**Where PBE0 polarisabilities and one-oscillator C6 formulas fail for light atoms**

The table holds static polarisabilities, C6 coefficients and the moment S(−4) of twelve neutral atoms from Li to Ar, from coupled PBE0 response in PySCF (aug-cc-pVQZ or its (Q+d) variant, non-relativistic), beside tabulated polarisabilities. The program tests one-oscillator formulas for C6 and reads the PBE0 error as a constant shift of London's effective frequency, fitted to O, F, Ne, P, S and Ar. The oscillator built from α and S(−4) gives C6 within 2 % for Li and Mg but is 9 to 19 % low for the p atoms, while the valence-count Slater-Kirkwood formula is high in every row. A shift of 0.23 eV describes Al to Ar, leaves an excess at B and C, overshoots Mg and has the wrong sign for Li, whose −9.9 % error matches a resonance placed too high. The sum-rule deficit, if it lies above the core edge, is far too small to explain Li.

PySCF 2.14.0, coupled PBE0 response of one real unrestricted determinant, non-relativistic, for neutral atoms in their ground configurations; basis aug-cc-pVQZ for Li to Mg, aug-cc-pV(Q+d)Z for Al to Ar. The polarisability alpha is static and averaged over orientations, C6 is for two like atoms from the Casimir-Polder integral, and S(-4) is a Cauchy moment.

## Program and output

```python
# Table: static polarisability, C6 and Cauchy moment S(-4) of neutral atoms, PySCF, coupled PBE0
# response, aug-cc-pVQZ or (Q+d)Z, non-relativistic, with tabulated polarisabilities.
# Tested: one-oscillator formulas for C6, and the PBE0 error read as a shift of the frequency.
T = {
    'species': ['Li', 'B', 'C', 'O', 'F', 'Ne', 'Mg', 'Al', 'Si', 'P', 'S', 'Ar'],
    'Z': [3, 5, 6, 8, 9, 10, 12, 13, 14, 15, 16, 18],
    'N': [3, 5, 6, 8, 9, 10, 12, 13, 14, 15, 16, 18],
    'config': ['[He] 2s1', '[He] 2s2 2p1', '[He] 2s2 2p2', '[He] 2s2 2p4', '[He] 2s2 2p5', '[Ne]', '[Ne] 3s2', '[Ne] 3s2 3p1', '[Ne] 3s2 3p2', '[Ne] 3s2 3p3', '[Ne] 3s2 3p4', '[Ar]'],
    'alpha': [147.8, 22.61, 12.69, 5.366, 3.747, 2.685, 74.87, 62.43, 39.85, 26.5, 20.1, 11.38],  # bohr^3
    'aniso': [1.0, 1.36, 1.23, 1.2, 1.14, 1.0, 1.0, 1.61, 1.31, 1.0, 1.21, 1.0],
    'c6': [1197, 110.0, 50.8, 16.17, 10.1, 6.518, 671.9, 554.0, 325.6, 196.2, 137.7, 66.38],  # hartree bohr^6
    's4': [28300, 345, 95.2, 14.0, 6.1, 2.83, 3020, 2290, 657, 229, 121, 30.0],  # a.u.
    'w': [0.073, 0.287, 0.421, 0.749, 0.959, 1.21, 0.16, 0.189, 0.273, 0.372, 0.454, 0.683],  # hartree
    'ref': [164.1, 20.5, 11.3, 5.3, 3.74, 2.661, 71.2, 57.8, 37.3, 25.0, 19.4, 11.08],  # bohr^3
}
import numpy as np
from scipy.constants import physical_constants as pc, fine_structure as fs
eV = pc['Hartree energy in eV'][0]
sp = list(T['species']); ix = {s: i for i, s in enumerate(sp)}
a, c6, s4, ref, N, Z, an = (np.array(T[k], float) for k in ('alpha', 'c6', 's4', 'ref', 'N', 'Z', 'aniso'))
nval = np.array([1, 3, 4, 6, 7, 8, 2, 3, 4, 5, 6, 8], float)
# further outputs of the same runs: S(0), theoretical C6 references, alpha(iu) at u = 0.2, 1, 5
S0 = np.array([2.250, 4.426, 5.479, 7.472, 8.455, 9.516, 4.901, 9.333, 10.687, 11.867, 12.837, 15.372])
c6r = dict(Li=1392, B=99.5, C=46.6, O=15.6, F=9.52, Ne=6.2, Mg=626, P=185)
aiu = dict(C=[9.9818, 2.2718, 0.15451], P=[20.082, 3.6662, 0.25626])
homo = dict(C=0.2812, P=0.2769)                      # same runs, minus highest orbital energy
edge = dict(Li=2.2, Mg=1.8, C=10.33, P=4.776)        # C, P: core orbitals of the runs; Li, Mg rough recalled
ip = dict(C=0.41, P=0.39); res = dict(Li=0.068, Mg=0.16)   # rough recalled values, hartree
def half(x):
    s = '%g' % x
    return 0.5 * 10.0 ** -(len(s.split('.')[1]) if '.' in s else 0)
w = 4 * c6 / (3 * a**2); w4 = np.sqrt(a / s4); neff = w**2 * a
lo = 0.75 * a**2 * w4; sk = 0.75 * np.sqrt(nval) * a**1.5; up = 0.75 * np.sqrt(S0) * a**1.5
print('One-oscillator C6 against computed C6; w4 = sqrt(alpha/S(-4)) in hartree')
print('atom   w4   w/w4  w^2*alpha  valence | C6 error % with: w4, valence count, S(0) | S(0)/N')
for i, s in enumerate(sp):
    print(f'{s:2s} {w4[i]:6.3f} {w[i]/w4[i]:5.2f} {neff[i]:6.2f} {nval[i]:4.0f} | {100*(lo[i]/c6[i]-1):+6.1f} '
          f'{100*(sk[i]/c6[i]-1):+6.1f} {100*(up[i]/c6[i]-1):+6.1f} | {S0[i]/N[i]:.2f}')
print('rounding of S(-4) to three figures moves w4 by at most 0.25 %')
for s in aiu:
    i = ix[s]; u = np.array([0.2, 1.0, 5.0]); d = 100 * (a[i] / (1 + (u / w[i])**2) / np.array(aiu[s]) - 1)
    print(f'{s}: one oscillator at w, error of alpha(iu) at u = 0.2, 1, 5 hartree: ' + ', '.join(f'{x:+.1f} %' for x in d))
err = 100 * (a / ref - 1); rnd = 100 * np.array([half(x) for x in ref]) / ref
D = w * (np.sqrt(a / ref) - 1)
fit = np.array([s in ('O', 'F', 'Ne', 'P', 'S', 'Ar') for s in sp])   # majority-spin p shell full
D0 = np.sum(D[fit] / w[fit]**2) / np.sum(1 / w[fit]**2)
pred = 100 * ((1 + D0 / w)**2 - 1); rs = err - pred
print('PBE0 against references (* = fitted row; shift > 0: computed frequency too low)')
print('atom alpha error %, rounding % | shift eV, model %, residual | C6 error %, from alpha^1.5 %')
for i, s in enumerate(sp):
    c = f'{100*(c6[i]/c6r[s]-1):+6.1f}' if s in c6r else '     -'
    print(f'{s:2s}{"*" if fit[i] else " "} {err[i]:+6.1f} {rnd[i]:4.2f} | {D[i]*eV:+6.2f} {pred[i]:+6.1f} {rs[i]:+6.1f} | '
          f'{c} {100*((a[i]/ref[i])**1.5-1):+6.1f}')
print(f'fitted shift {D0:.4f} hartree = {D0*eV:.2f} eV; rms residual on fitted rows {np.sqrt(np.mean(rs[fit]**2)):.1f} points')
print(f'constant error {err[fit].mean():+.1f} % on the same rows: rms residual {err[fit].std():.1f} points')
o = np.argsort(-abs(rs))[:4]
print('worst rows of the shift model: ' + ', '.join(f'{sp[i]} {rs[i]:+.1f}' for i in o))
m = np.array([s != 'Li' for s in sp])
print(f'correlation of alpha error (without Li) with 1/w {np.corrcoef(err[m], 1/w[m])[0,1]:.2f}, '
      f'anisotropy {np.corrcoef(err[m], an[m])[0,1]:.2f}, S(0)/N {np.corrcoef(err[m], (S0/N)[m])[0,1]:.2f}')
for s in res:
    i = ix[s]
    print(f'{s}: w4 {w4[i]:.4f}, rough resonance {res[s]}: w4 off by {100*(w4[i]/res[s]-1):+.1f} %, '
          f'implied alpha error {100*((res[s]/w4[i])**2-1):+.1f} %, strength alpha*w4^2 {a[i]*w4[i]**2:.2f}')
print('upper limit on alpha from missing strength, (N-S(0))/edge^2, and alpha minus tabulated, bohr^3:')
print('  ' + '; '.join(f'{s} {(N[ix[s]]-S0[ix[s]])/e**2:.3f} and {a[ix[s]]-ref[ix[s]]:+.2f}' for s, e in edge.items()))
print('rough ionisation energy minus highest orbital binding, eV: ' + ', '.join(f'{s} {(ip[s]-homo[s])*eV:.1f}' for s in ip))
print('(Z alpha)^2 in %: ' + ', '.join(f'{s} {100*(Z[ix[s]]*fs)**2:.2f}' for s in ('Li', 'C', 'Mg', 'Ar')))
assert np.all(lo < c6) and np.all(c6 < up)
assert [sp[i] for i in range(len(sp)) if err[i] < 0] == ['Li']
assert all((w[i] / w4[i] < 1.03) if s in ('Li', 'Mg') else (w[i] / w4[i] > 1.08) for i, s in enumerate(sp))
assert np.all(S0 < N) and np.all(neff < nval)
```

It prints:

```
One-oscillator C6 against computed C6; w4 = sqrt(alpha/S(-4)) in hartree
atom   w4   w/w4  w^2*alpha  valence | C6 error % with: w4, valence count, S(0) | S(0)/N
Li  0.072  1.01   0.79    1 |   -1.1  +12.6  +68.9 | 0.75
B   0.256  1.12   1.86    3 |  -10.8  +27.0  +54.2 | 0.89
C   0.365  1.15   2.25    4 |  -13.2  +33.5  +56.2 | 0.91
O   0.619  1.21   3.01    6 |  -17.3  +41.2  +57.6 | 0.93
F   0.784  1.22   3.45    7 |  -18.3  +42.5  +56.6 | 0.94
Ne  0.974  1.24   3.90    8 |  -19.2  +43.2  +56.2 | 0.95
Mg  0.157  1.02   1.91    2 |   -1.5   +2.3  +60.1 | 0.41
Al  0.165  1.15   2.24    3 |  -12.9  +15.7 +104.0 | 0.72
Si  0.246  1.11   2.98    4 |   -9.9  +15.9  +89.4 | 0.76
P   0.340  1.10   3.68    5 |   -8.7  +16.6  +79.6 | 0.79
S   0.408  1.12   4.15    6 |  -10.3  +20.2  +75.9 | 0.80
Ar  0.616  1.11   5.32    8 |   -9.9  +22.7  +70.1 | 0.85
rounding of S(-4) to three figures moves w4 by at most 0.25 %
C: one oscillator at w, error of alpha(iu) at u = 0.2, 1, 5 hartree: +3.7 %, -16.0 %, -42.3 %
P: one oscillator at w, error of alpha(iu) at u = 0.2, 1, 5 hartree: +2.4 %, -11.9 %, -42.9 %
PBE0 against references (* = fitted row; shift > 0: computed frequency too low)
atom alpha error %, rounding % | shift eV, model %, residual | C6 error %, from alpha^1.5 %
Li    -9.9 0.03 |  -0.10  +24.7  -34.6 |  -14.0  -14.5
B    +10.3 0.24 |  +0.39   +6.0   +4.3 |  +10.6  +15.8
C    +12.3 0.44 |  +0.68   +4.1   +8.2 |   +9.0  +19.0
O *   +1.2 0.94 |  +0.13   +2.3   -1.0 |   +3.7   +1.9
F *   +0.2 0.13 |  +0.02   +1.8   -1.6 |   +6.1   +0.3
Ne*   +0.9 0.02 |  +0.15   +1.4   -0.5 |   +5.1   +1.4
Mg    +5.2 0.07 |  +0.11  +11.0   -5.8 |   +7.3   +7.8
Al    +8.0 0.09 |  +0.20   +9.2   -1.2 |      -  +12.3
Si    +6.8 0.13 |  +0.25   +6.3   +0.5 |      -  +10.4
P *   +6.0 2.00 |  +0.30   +4.6   +1.4 |   +6.1   +9.1
S *   +3.6 0.26 |  +0.22   +3.8   -0.2 |      -   +5.5
Ar*   +2.7 0.05 |  +0.25   +2.5   +0.2 |      -   +4.1
fitted shift 0.0085 hartree = 0.23 eV; rms residual on fitted rows 1.0 points
constant error +2.4 % on the same rows: rms residual 2.0 points
worst rows of the shift model: Li -34.6, C +8.2, Mg -5.8, B +4.3
correlation of alpha error (without Li) with 1/w 0.52, anisotropy 0.51, S(0)/N -0.17
Li: w4 0.0723, rough resonance 0.068: w4 off by +6.3 %, implied alpha error -11.5 %, strength alpha*w4^2 0.77
Mg: w4 0.1575, rough resonance 0.16: w4 off by -1.6 %, implied alpha error +3.3 %, strength alpha*w4^2 1.86
upper limit on alpha from missing strength, (N-S(0))/edge^2, and alpha minus tabulated, bohr^3:
  Li 0.155 and -16.30; Mg 2.191 and +3.67; C 0.005 and +1.39; P 0.137 and +1.50
rough ionisation energy minus highest orbital binding, eV: C 3.5, P 3.1
(Z alpha)^2 in %: Li 0.05, C 0.19, Mg 0.77, Ar 1.73
```
